**Scattering phases and pseudopotential errors of a chlorine ONCV potential with a deep s ghost**

The table holds the all-electron phase arctan(rR′/R) and the pseudo-minus-all-electron error for the s, p and d channels from -1.98 to 4.86 Ha, from ONCVPSP 4.0.1 with the Wu-Cohen functional and scalar relativity. The program fits a flat-shell model L = rk cot(kw) − 1 to each phase, compares it for d with a spherical-Bessel well, and tests a double-zero error model at the two projector energies with and without a dφ/dE weight. The shell reproduces the phases to 0.008–0.02 rad rms, including both steep d falls, while the Bessel well misses by 1.0 rad. The weighted model follows the p error below the reference level, falls short by about a factor of two at the top of the scan and does not describe the d error. The flagged s ghost at -7.94 Ha lies 5.96 Ha below the scan and leaves no jump of π in the error columns.

Calculated values. ONCVPSP 4.0.1, optimised norm-conserving Vanderbilt pseudopotential for Cl (Wu-Cohen functional, scalar-relativistic, [Ne] core, reference configuration 3s1.5 3p5.5). Phases are unwrapped arctan(rR′/R) just outside the radii of 1.1 (s), 1.25 (p) and 1.74 bohr (d); errors are pseudo minus all-electron, with π matched at -0.7705 (s), -0.3251 (p) and 0.42 Ha (d).

## Program and output

```python
# Table: phase arctan(r R'/R) of all-electron Cl and pseudo-minus-AE error vs energy, ONCVPSP 4.0.1,
# Wu-Cohen, scalar-relativistic. Tested: flat-shell model L = r k cot(k w) - 1 (rival j2 well for d),
# and double-zero error model at the two projector energies, with and without dphi/dE weight.
T = {
    'energy': [-1.98, -1.62, -1.26, -0.9, -0.54, -0.18, 0.18, 0.54, 0.9, 1.26, 1.62, 1.98, 2.34, 2.7, 3.06, 3.42, 3.78, 4.14, 4.5, 4.86],  # Ha
    'phase_s_all_electron': [0.3425, 0.1309, -0.1055, -0.3438, -0.5601, -0.7413, -0.8869, -1.0021, -1.0937, -1.1673, -1.2274, -1.2772, -1.3191, -1.355, -1.3861, -1.4134, -1.4376, -1.4594, -1.4792, -1.4974],  # rad
    'phase_s_error': [0.0007, 0.0004, 0.0001, 0.0, 0.0, 0.0, 0.0, 0.0, 0.0, 0.0, 0.0, 0.0, 0.0, 0.0, 0.0, 0.0001, 0.0, 0.0001, 0.0001, 0.0002],  # rad
    'phase_p_all_electron': [0.6735, 0.4863, 0.2338, -0.0776, -0.4016, -0.6808, -0.8935, -1.0489, -1.1631, -1.2491, -1.316, -1.3696, -1.4138, -1.4512, -1.4835, -1.5123, -1.5383, -1.5625, -1.5855, -1.6077],  # rad
    'phase_p_error': [-0.0044, -0.0033, -0.0019, -0.0007, -0.0001, -0.0001, -0.0002, -0.0003, -0.0003, -0.0004, -0.0003, -0.0002, -0.0001, 0.0, 0.0, 0.0, -0.0003, -0.0006, -0.0011, -0.0021],  # rad
    'phase_d_all_electron': [1.1885, 1.1356, 1.0586, 0.9359, 0.7148, 0.2692, -0.4498, -0.9971, -1.2758, -1.4324, -1.5383, -1.6245, -1.7088, -1.8091, -1.9576, -2.2418, -2.9044, -3.7697, -4.1866, -4.3715],  # rad
    'phase_d_error': [0.0, 0.0, 0.0, -0.0001, -0.0001, -0.0001, -0.0001, 0.0, 0.0, 0.0001, 0.0, 0.0001, 0.0001, 0.0001, 0.0001, 0.0, 0.0001, 0.0004, 0.0004, 0.0006],  # rad
}
import numpy as np
from scipy.optimize import least_squares
from scipy.interpolate import CubicSpline
from scipy.special import spherical_jn as jn
from scipy.constants import physical_constants as pc
E = np.array(T['energy'], float)
ph = {c: np.array(T['phase_%s_all_electron' % c], float) for c in 'spd'}
er = {c: np.array(T['phase_%s_error' % c], float) for c in 'spd'}
# settings and further outputs of the same run (radius, reference energy, step, norm inside radius, ghost)
rc = dict(s=1.1, p=1.25, d=1.74); E1 = dict(s=-0.7705, p=-0.3251, d=0.42); st = dict(s=3.0, p=3.3, d=3.4)
Q = dict(s=0.232845, p=0.23967); ghost = -216.06 / pc['Hartree energy in eV'][0]
def shell(p, r, e):
    k = np.sqrt(2 * (e - p[0]) + 0j); u = (p[1] * np.sinc(k * p[1] / np.pi)).real
    return np.unwrap(np.arctan2(r * np.cos(k * p[1]).real - u, u))
def bess(V, r, e):
    x = r * np.sqrt(2 * (e - V))
    return np.unwrap(np.arctan2(x * jn(2, x, True), jn(2, x)))
rms = lambda a: np.sqrt(np.mean(a ** 2))
print('rounding floor 0.00005 rad; row spacing %.2f Ha' % np.diff(E).mean())
x0 = dict(s=[-2.2, 0.75], p=[-1.45, 0.93], d=[-0.06, 1.65]); res = {}; sl = {}; mod = {}
Ef = np.linspace(E[0], 12, 3000)
for c in 'spd':
    f = least_squares(lambda p: shell(p, rc[c], E) - ph[c], x0[c]); res[c] = f.fun
    C = np.linalg.inv(f.jac.T @ f.jac); i = np.argmax(abs(f.fun))
    node = np.interp(np.pi / 2, -shell(f.x, rc[c], Ef), Ef)
    print('shell %s: V0 %.3f Ha w %.3f bohr corr %.2f r*w %.2f; rms %.4f worst %+.4f rad at %.2f Ha; model -pi/2 at %.2f Ha'
          % (c, *f.x, C[0, 1] / np.sqrt(C[0, 0] * C[1, 1]), rc[c] * f.x[1], rms(f.fun), f.fun[i], E[i], node))
Vs = np.linspace(-6, -2.0, 801); rb = [rms(bess(V, rc['d'], E) - ph['d']) for V in Vs]; Vb = Vs[np.argmin(rb)]
print('rival j2 well for d: V0 %.2f Ha rms %.3f worst %.3f rad' % (Vb, min(rb), max(abs(bess(Vb, rc['d'], E) - ph['d']))))
for c in 'spd':
    cr = ['%s at %.2f Ha' % (n, np.interp(v, -ph[c], E)) for n, v in (('0', 0), ('-pi/2', np.pi / 2), ('-pi', np.pi)) if -ph[c][-1] > v]
    d = np.diff(ph[c]) / np.diff(E); m = (E[1:] + E[:-1]) / 2
    pk = [j for j in range(1, len(d) - 1) if d[j] < d[j - 1] and d[j] < d[j + 1]]
    print('table %s: phase %s; total fall %.3f pi' % (c, ', '.join(cr), (ph[c][0] - ph[c][-1]) / np.pi))
    print('  steepest %s; flattest %.3f rad/Ha at %.2f Ha' % (', '.join('%.2f rad/Ha at %.2f Ha' % (d[j], m[j]) for j in pk), d.max(), m[d.argmax()]))
    sl[c] = CubicSpline(E, ph[c])(E, 1)
for c in 'sp':
    S = CubicSpline(E, ph[c]); L = np.tan(S(E1[c])); dL = S(E1[c], 1) * (1 + L * L)
    print("%s at reference level: L %.3f, r u'/u %.3f, dL/dE %.3f /Ha, implied u(r)^2 %.2f /bohr (norm inside %.2f)"
          % (c, L, L + 1, dL, -2 * rc[c] * Q[c] / dL, Q[c]))
for c in 'spd':
    q = ((E - E1[c]) * (E - E1[c] - st[c])) ** 2; out = []
    for n, g in (('weighted', q * sl[c]), ('plain', q)):
        A = g @ er[c] / (g @ g); mod[c, n] = A * g; r_ = A * g - er[c]; i = np.argmax(abs(r_))
        out.append('%s A %.2e rms %.5f worst %+.4f at %.2f' % (n, A, rms(r_), r_[i], E[i]))
    print('err %s: E1 %.3f E2 %.3f Ha; rms err %.5f max %.4f; %s' % (c, E1[c], E1[c] + st[c], rms(er[c]), max(abs(er[c])), '; '.join(out)))
    print('  rows with |err|<=0.0001: %d of %d; shift err/slope first, last row %.1f, %.1f mHa'
          % (sum(abs(er[c]) < 1.5e-4), len(E), 1e3 * er[c][0] / sl[c][0], 1e3 * er[c][-1] / sl[c][-1]))
print('E/Ha | shell model-table s p d /rad | p err, weighted, plain /1e-4 rad | p slope rad/Ha, shift mHa')
for i, e in enumerate(E):
    print('%5.2f | %+.3f %+.3f %+.3f | %4.0f %5.1f %5.1f | %.3f %5.1f' % (e, res['s'][i], res['p'][i], res['d'][i],
          1e4 * er['p'][i], 1e4 * mod['p', 'weighted'][i], 1e4 * mod['p', 'plain'][i], sl['p'][i], 1e3 * er['p'][i] / sl['p'][i]))
print('ghost %.2f Ha: %.2f Ha below lowest row, %.2f Ha below s reference; largest |err|/pi %.4f'
      % (ghost, E[0] - ghost, E1['s'] - ghost, max(max(abs(er[c])) for c in 'spd') / np.pi))
assert all((np.diff(ph[c]) < 0).all() for c in 'spd')
assert (er['p'] <= 0).all()
assert max(max(abs(er[c])) for c in 'spd') < 0.01 and ghost < E[0]
assert ph['s'][-1] > -np.pi / 2 > ph['p'][-1] > -np.pi > ph['d'][-1]
```

Output:

```
rounding floor 0.00005 rad; row spacing 0.36 Ha
shell s: V0 -2.156 Ha w 0.766 bohr corr 0.96 r*w 0.84; rms 0.0081 worst -0.0191 rad at -1.98 Ha; model -pi/2 at 6.25 Ha
shell p: V0 -1.375 Ha w 0.946 bohr corr 0.91 r*w 1.18; rms 0.0088 worst -0.0193 rad at -1.98 Ha; model -pi/2 at 4.14 Ha
shell d: V0 -0.088 Ha w 1.604 bohr corr 0.81 r*w 2.79; rms 0.0195 worst +0.0298 rad at 0.54 Ha; model -pi/2 at 1.83 Ha
rival j2 well for d: V0 -2.10 Ha rms 1.021 worst 2.649 rad
table s: phase 0 at -1.42 Ha; total fall 0.586 pi
  steepest -0.66 rad/Ha at -1.08 Ha; flattest -0.051 rad/Ha at 4.68 Ha
table p: phase 0 at -0.99 Ha, -pi/2 at 4.27 Ha; total fall 0.726 pi
  steepest -0.90 rad/Ha at -0.72 Ha; flattest -0.062 rad/Ha at 4.68 Ha
table d: phase 0 at -0.05 Ha, -pi/2 at 1.76 Ha, -pi at 3.88 Ha; total fall 1.770 pi
  steepest -2.00 rad/Ha at 0.00 Ha, -2.40 rad/Ha at 3.96 Ha; flattest -0.147 rad/Ha at -1.80 Ha
s at reference level: L -0.453, r u'/u 0.547, dL/dE -0.740 /Ha, implied u(r)^2 0.69 /bohr (norm inside 0.23)
p at reference level: L -0.649, r u'/u 0.351, dL/dE -1.081 /Ha, implied u(r)^2 0.55 /bohr (norm inside 0.24)
err s: E1 -0.770 E2 2.229 Ha; rms err 0.00019 max 0.0007; weighted A -3.53e-05 rms 0.00009 worst -0.0002 at -1.98; plain A 1.15e-06 rms 0.00018 worst -0.0007 at -1.98
  rows with |err|<=0.0001: 17 of 20; shift err/slope first, last row -1.3, -4.1 mHa
err p: E1 -0.325 E2 2.975 Ha; rms err 0.00143 max 0.0044; weighted A 1.59e-04 rms 0.00031 worst +0.0012 at 4.86; plain A -3.84e-05 rms 0.00080 worst +0.0019 at -1.62
  rows with |err|<=0.0001: 6 of 20; shift err/slope first, last row 10.2, 34.5 mHa
err d: E1 0.420 E2 3.820 Ha; rms err 0.00020 max 0.0006; weighted A -3.35e-06 rms 0.00019 worst -0.0006 at 4.86; plain A 2.19e-07 rms 0.00020 worst -0.0006 at 4.86
  rows with |err|<=0.0001: 17 of 20; shift err/slope first, last row -0.0, -1.0 mHa
E/Ha | shell model-table s p d /rad | p err, weighted, plain /1e-4 rad | p slope rad/Ha, shift mHa
-1.98 | -0.019 -0.019 -0.013 |  -44 -46.1 -25.8 | -0.432  10.2
-1.62 | -0.011 -0.016 -0.015 |  -33 -34.3 -13.6 | -0.609   5.4
-1.26 | -0.001 -0.009 -0.019 |  -19 -19.8  -6.0 | -0.795   2.4
-0.90 | +0.006 +0.001 -0.024 |   -7  -7.2  -1.9 | -0.911   0.8
-0.54 | +0.010 +0.009 -0.029 |   -1  -0.8  -0.2 | -0.858   0.1
-0.18 | +0.011 +0.012 -0.024 |   -1  -0.2  -0.1 | -0.684   0.1
 0.18 | +0.009 +0.011 +0.013 |   -2  -1.6  -0.8 | -0.504   0.4
 0.54 | +0.007 +0.008 +0.030 |   -3  -2.6  -1.7 | -0.367   0.8
 0.90 | +0.005 +0.006 +0.027 |   -3  -2.8  -2.5 | -0.273   1.1
 1.26 | +0.002 +0.003 +0.023 |   -4  -2.5  -2.8 | -0.209   1.9
 1.62 | +0.001 +0.001 +0.020 |   -3  -1.8  -2.7 | -0.165   1.8
 1.98 | -0.001 -0.001 +0.018 |   -2  -1.1  -2.0 | -0.134   1.5
 2.34 | -0.003 -0.002 +0.017 |   -1  -0.5  -1.1 | -0.112   0.9
 2.70 | -0.004 -0.003 +0.017 |    0  -0.1  -0.3 | -0.096  -0.0
 3.06 | -0.005 -0.005 +0.018 |    0  -0.0  -0.0 | -0.084  -0.0
 3.42 | -0.007 -0.006 +0.018 |    0  -0.3  -1.1 | -0.076  -0.0
 3.78 | -0.008 -0.007 +0.000 |   -3  -1.2  -4.2 | -0.069   4.3
 4.14 | -0.009 -0.008 -0.019 |   -6  -2.8 -10.4 | -0.065   9.2
 4.50 | -0.009 -0.010 -0.013 |  -11  -5.4 -20.8 | -0.063  17.6
 4.86 | -0.010 -0.011 -0.008 |  -21  -9.2 -36.7 | -0.061  34.5
ghost -7.94 Ha: 5.96 Ha below lowest row, 7.17 Ha below s reference; largest |err|/pi 0.0014
```
